**Q.** These eight rows came without labels, only with a list of candidate sodium-like ions. Can the numbers alone tell which ion is which?

Calculated values. B-spline many-body code 1: static dipole and quadrupole polarisabilities of the closed [He] 2s2 2p6 core in sodium-like ions, which have one electron outside it. Frozen-core Dirac-Hartree-Fock with static RPA for the core polarisation, no-pair Dirac-Coulomb Hamiltonian, B-spline basis. Candidates: Ca9+, Ge21+, Sc10+, Fe15+, Cu18+, Mn14+, As22+, S5+.

| row | core polarisability (bohr³) | core quadrupole polarisability (bohr⁵) |
| --- | --- | --- |
| A | 0.001803 | 0.0001089 |
| B | 0.07205 | 0.02960 |
| C | 0.005616 | 0.0006112 |
| D | 0.006805 | 0.0008180 |
| E | 0.002083 | 0.0001355 |
| F | 0.003318 | 0.0002749 |
| G | 0.01636 | 0.003101 |
| H | 0.02108 | 0.004563 |

**A.** First we need to know what is polarised. A static field induces a dipole α₁·F, and a field gradient induces a quadrupole governed by α₂. The two columns are α₁ (core polarisability) and α₂ (core quadrupole polarisability) of the closed neon-like core, from Dirac-Hartree-Fock with static RPA. They don't describe the whole ion: in the same runs the polarisability of the 3s state is about 54, 40 and 43 times the core value for Al2+, S5+ and As22+. Every row holds the same ten electrons, and only the nuclear charge Z changes. The softness that troubles cores with an outer s² shell is no concern, since this core ends in 2p⁶.

**Q.** Then I simply sort by size?

**A.** That gives a first assignment. More nuclear charge pulls the shell in and widens its gaps, so both columns should fall with Z. Both give the order B, H, G, D, C, F, E, A, and the candidates have Z = 16, 20, 21, 25, 26, 29, 32, 33. Sorting would fit any eight candidates, though, so it checks nothing.

**Q.** What would check it?

**A.** The scaling. In second-order perturbation theory α₁ is a sum of squared matrix elements of r over excitation energies, and α₂ is the same with r². The simpler system to think of is a hydrogen-like ion of charge Zeff, where lengths go as 1/Zeff and gaps between shells as Zeff². The 2s–2p gap scales differently, but that excitation is Pauli-blocked in a full shell. So

α₁ = C₁/Zeff⁴, α₂ = C₂/Zeff⁶, Zeff = Z − s.

Ten independent electrons in the 1s, 2s and 2p orbitals of hydrogen give C₁ = 1305 and C₂ = 63774 in atomic units, the latter in the convention where hydrogen 1s has 15. The analogy keeps the shell structure. It drops relativity and the coupling between the electrons as they respond to the field, and it compresses all repulsion into one screening constant s.

A constant s cancels in differences. Along the sorted rows, (C₁/α₁)^¼ rises by 4.17, 1.03, 4.12, 1.03, 3.09, 3.09 and 1.03. The candidates are spaced by 4, 1, 4, 1, 3, 3, 1, and the quadrupole column repeats the pattern. H/G, D/C and E/A are therefore neighbours in the periodic table.

**Q.** Can you get Z itself?

**A.** Yes, with nothing fitted to these rows. Slater's rules screen an n = 2 electron by two 1s electrons and seven shell-mates: s = 2 × 0.85 + 7 × 0.35 = 4.15. For row F, 1305/0.003318 = 3.933 × 10⁵, whose fourth root is 25.04, and adding 4.15 gives 29.19. That is copper. The fourth root makes the reading forgiving, because an error of 4 % in α₁ is only 1 % in Zeff. The dipole gives 15.75 for B, 19.92 and 20.96 for H and G, 25.08 and 26.11 for D and C, 32.28 and 33.32 for E and A.

**Q.** Which of these are sure?

**A.** With the list in hand all eight are, since order, spacing and absolute value agree. B and F have no close competitor. The tightest case is E, 0.28 from germanium and 0.72 from arsenic. Without the list I'd be more careful. The quadrupole reads about a quarter unit lower than the dipole in all eight rows, which is a rough gauge of the uncertainty of s. Only for B does that matter: the quadrupole gives 15.51, undecided between phosphorus and sulfur. For E and A it gives 32.04 and 33.07 and so supports the dipole. My answer is B = S5+, H = Ca9+, G = Sc10+, D = Mn14+, C = Fe15+, F = Cu18+, E = Ge21+, A = As22+.

The rows with their labels:

| species | Z | charge (e) | core polarisability (bohr³) | core quadrupole polarisability (bohr⁵) |
| --- | --- | --- | --- | --- |
| Al2+ | 13 | 2 | 0.2649 | 0.2156 |
| Si3+ | 14 | 3 | 0.1624 | 0.1021 |
| P4+ | 15 | 4 | 0.1057 | 0.05308 |
| S5+ | 16 | 5 | 0.07205 | 0.02960 |
| Cl6+ | 17 | 6 | 0.05093 | 0.01746 |
| Ar7+ | 18 | 7 | 0.03708 | 0.01077 |
| K8+ | 19 | 8 | 0.02767 | 0.006899 |
| Ca9+ | 20 | 9 | 0.02108 | 0.004563 |
| Sc10+ | 21 | 10 | 0.01636 | 0.003101 |
| Ti11+ | 22 | 11 | 0.01289 | 0.002159 |
| V12+ | 23 | 12 | 0.01030 | 0.001535 |
| Cr13+ | 24 | 13 | 0.008325 | 0.001111 |
| Mn14+ | 25 | 14 | 0.006805 | 0.0008180 |
| Fe15+ | 26 | 15 | 0.005616 | 0.0006112 |
| Co16+ | 27 | 16 | 0.004677 | 0.0004628 |
| Ni17+ | 28 | 17 | 0.003925 | 0.0003547 |
| Cu18+ | 29 | 18 | 0.003318 | 0.0002749 |
| Zn19+ | 30 | 19 | 0.002824 | 0.0002152 |
| Ga20+ | 31 | 20 | 0.002419 | 0.0001701 |
| Ge21+ | 32 | 21 | 0.002083 | 0.0001355 |
| As22+ | 33 | 22 | 0.001803 | 0.0001089 |

**Q.** All eight are right. Where does the picture fail?

**A.** At low charge. Over all 21 rows the slope of ln α₂ against ln α₁ is 1.52 where the scaling demands 3/2, and α₂ falls 1980-fold while α₁ falls 147-fold. The unfitted values are less good than the exponents: relative to the table, α₁ is 20 % low at Al2+ and 4.5 % high at As22+, and α₂ is 38 % low at Al2+. The quadrupole then misnames Al2+, Si3+ and P4+ by one unit, and the dipole only just rounds correctly for Al2+.

The table shows that s isn't constant. The value implied by α₁ falls steadily from 4.62 to 3.83, while rounding of the entries is worth 0.002. Slater's 4.15 is an empirical value built for energies and merely lies inside this range; the s read from a polarisability also contains the effect the electrons have on one another as they respond to the field.

**Q.** Why does the screening drift, and why is it larger for α₂?

**A.** Here I argue from theory. A constant s is only the first correction in repulsion over nuclear attraction; it can also absorb the leading part of the RPA coupling between the responding electrons, while the higher terms make s drift and fade as 1/Z or faster. Relativistic contraction grows as (Zα_fs)², with α_fs the fine-structure constant, from 0.009 at Al2+ to 0.058 at As22+, and it also lowers the apparent s. Theory as sketched here doesn't fix the sign of the 1/Z term, but s falls fastest at the light end, where relativity is weakest, and its fall stops slowing in the heavier rows, which a 1/Z term alone can't give, so the two effects seem to add. Fitting the dipole s of all rows with a constant and a 1/Z term leaves up to 0.06, and a relativistic term of the expected sign cuts this to 0.02, but the coefficients trade against each other and don't divide the drift into parts; a non-relativistic run of the same cores would. The s from α₂ exceeds that from α₁ in every row. A plausible cause is the outer tail of the shell: r² weights it more heavily than r does, and out there the nucleus is more fully screened. The RPA coupling enters too, with two opposing parts. The polarised electrons shield the applied field, which lowers the apparent s, while the attraction between an excited electron and the hole it leaves raises it. For the dipole of a neon-like shell the attraction wins (in neutral neon the coupling lifts α₁ from about 2.0 to 2.4 bohr³), so the coupling raises the dipole s and can't by itself explain why that s is the smaller one. Whether it raises the quadrupole s by more or by less, the table can't show; repeating both responses with the Coulomb coupling switched off would.

**Q.** Wouldn't an empirical fit have served?

**A.** That depends on its form. A straight line of α₁^(−¼) against Z, fitted to the 13 rows outside the puzzle, places the eight within 0.04 in Z; its slope and intercept compensate each other and mean little separately. A power law in bare Z on the same rows has exponent −5.33 and, extrapolated past gallium, reads 31.36 for Ge21+ and 32.22 for As22+, each one element low. The screened form explains this: the local exponent is roughly 4Z/(Z − s), which sinks towards 4 as Z grows, so no single power holds. Each added proton raises Zeff by slightly more than one, and the drop in α₁ between neighbours shrinks from 39 % to 13 % along the table. These comparisons measure the model against RPA values, which omit further correlation within the core. The row-by-row results follow below.

Numerical output:

```
hydrogenic 1s2,2s2,2p6,total: C1 9.0 240.0 1056.0 1305.0; C2 30.0 32640.0 31104.0 63774.0; Slater s 4.15
line fits (13 other rows): dip slope 0.1726 zero 4.84 (hydrogenic 0.1664); quad slope 0.1638 zero 5.05 (hydrogenic 0.1582)
power law in bare Z (13 other rows): dipole exponent -5.33
ion(*hidden) Z | Zeff dip,quad | Z unfitted dip,quad | s dip,quad | err% a1,a2 | Z line dip,quad | Z power
Al2+    13 | 8.38 8.16 | 12.53 12.31 | 4.62 4.84 | -19.7 -38.4 | 12.91 12.93 | 12.64
Si3+    14 | 9.47 9.25 | 13.62 13.40 | 4.53 4.75 | -14.6 -31.6 | 13.97 13.97 | 13.85
P4+     15 | 10.54 10.31 | 14.69 14.46 | 4.46 4.69 | -10.9 -26.4 | 15.00 15.00 | 15.02
S5+   * 16 | 11.60 11.36 | 15.75 15.51 | 4.40 4.64 | -8.1 -22.2 | 16.02 16.02 | 16.14
Cl6+    17 | 12.65 12.41 | 16.80 16.56 | 4.35 4.59 | -6.0 -18.9 | 17.03 17.03 | 17.22
Ar7+    18 | 13.70 13.45 | 17.85 17.60 | 4.30 4.55 | -4.4 -16.1 | 18.04 18.03 | 18.28
K8+     19 | 14.74 14.49 | 18.89 18.64 | 4.26 4.51 | -3.0 -13.8 | 19.04 19.04 | 19.31
Ca9+  * 20 | 15.77 15.52 | 19.92 19.67 | 4.23 4.48 | -1.9 -11.9 | 20.04 20.03 | 20.32
Sc10+ * 21 | 16.81 16.55 | 20.96 20.70 | 4.19 4.45 | -1.0 -10.1 | 21.04 21.03 | 21.31
Ti11+   22 | 17.84 17.58 | 21.99 21.73 | 4.16 4.42 | -0.3 -8.7 | 22.03 22.02 | 22.28
V12+    23 | 18.87 18.61 | 23.02 22.76 | 4.13 4.39 | +0.4 -7.4 | 23.03 23.02 | 23.24
Cr13+   24 | 19.90 19.64 | 24.05 23.79 | 4.10 4.36 | +1.0 -6.2 | 24.02 24.01 | 24.18
Mn14+ * 25 | 20.93 20.67 | 25.08 24.82 | 4.07 4.33 | +1.5 -5.1 | 25.01 25.01 | 25.11
Fe15+ * 26 | 21.96 21.70 | 26.11 25.85 | 4.04 4.30 | +1.9 -4.1 | 26.00 26.00 | 26.04
Co16+   27 | 22.98 22.73 | 27.13 26.88 | 4.02 4.27 | +2.4 -3.2 | 26.99 26.99 | 26.94
Ni17+   28 | 24.01 23.76 | 28.16 27.91 | 3.99 4.24 | +2.8 -2.3 | 27.99 27.99 | 27.84
Cu18+ * 29 | 25.04 24.79 | 29.19 28.94 | 3.96 4.21 | +3.1 -1.5 | 28.98 28.98 | 28.74
Zn19+   30 | 26.07 25.82 | 30.22 29.97 | 3.93 4.18 | +3.5 -0.7 | 29.97 29.98 | 29.62
Ga20+   31 | 27.10 26.85 | 31.25 31.00 | 3.90 4.15 | +3.8 +0.1 | 30.96 30.98 | 30.49
Ge21+ * 32 | 28.13 27.89 | 32.28 32.04 | 3.87 4.11 | +4.1 +0.9 | 31.96 31.98 | 31.36
As22+ * 33 | 29.17 28.92 | 33.32 33.07 | 3.83 4.08 | +4.5 +1.6 | 32.96 32.98 | 32.22
unfitted dip: worst |dZ| hidden 0.32 (As22+), all 0.47 (Al2+); misrounded hidden 0/8, all 0/21
unfitted quad: worst |dZ| hidden 0.49 (S5+), all 0.69 (Al2+); misrounded hidden 0/8, all 3/21
line dip: worst |dZ| hidden 0.04 (Ca9+), all 0.09 (Al2+); misrounded hidden 0/8, all 0/21
line quad: worst |dZ| hidden 0.03 (Ca9+), all 0.07 (Al2+); misrounded hidden 0/8, all 0/21
power dip: worst |dZ| hidden 0.78 (As22+), all 0.78 (As22+); misrounded hidden 2/8, all 3/21
candidate Z steps [4.0, 1.0, 4.0, 1.0, 3.0, 3.0, 1.0]
steps in Zeff dip [4.17, 1.03, 4.12, 1.03, 3.09, 3.09, 1.03] quad [4.16, 1.03, 4.12, 1.03, 3.09, 3.1, 1.03]
successive hidden ratios a1 [3.42, 1.29, 2.4, 1.21, 1.69, 1.59, 1.16] a2 [6.49, 1.47, 3.79, 1.34, 2.22, 2.03, 1.24]
a2/a1 hidden (bohr^2) [0.4108, 0.2165, 0.1895, 0.1202, 0.1088, 0.0829, 0.0651, 0.0604] hydrogenic C2/C1 48.87
unfitted dip: distance to 2nd-nearest candidate [4.25, 1.08, 0.96, 0.92, 1.11, 2.81, 0.72, 1.32]
rounding floor max: a1 0.049% a2 0.049%; in Z dip 0.0023 quad 0.0022
fall Al-As: a1 x147 a2 x1980; S-As: x40.0 x272; dln a2/dln a1 1.521 (theory 1.5); neighbour a1 drop 13-39%
drift of s dip on [1,1/Z]: coef [3.41, 16.04] max resid 0.060
drift of s dip on [1,1/Z,Z(Za)^2]: coef [3.64, 12.7, -0.09] max resid 0.020
drift of s quad on [1,1/Z]: coef [3.69, 15.36] max resid 0.076
drift of s quad on [1,1/Z,Z(Za)^2]: coef [3.99, 10.95, -0.12] max resid 0.021
(Z alpha)^2: Al 0.0090 S 0.0136 As 0.0580
3s1/2 polarisability / core a1: {'Al2+': 53.9, 'S5+': 39.7, 'As22+': 43.2}
```
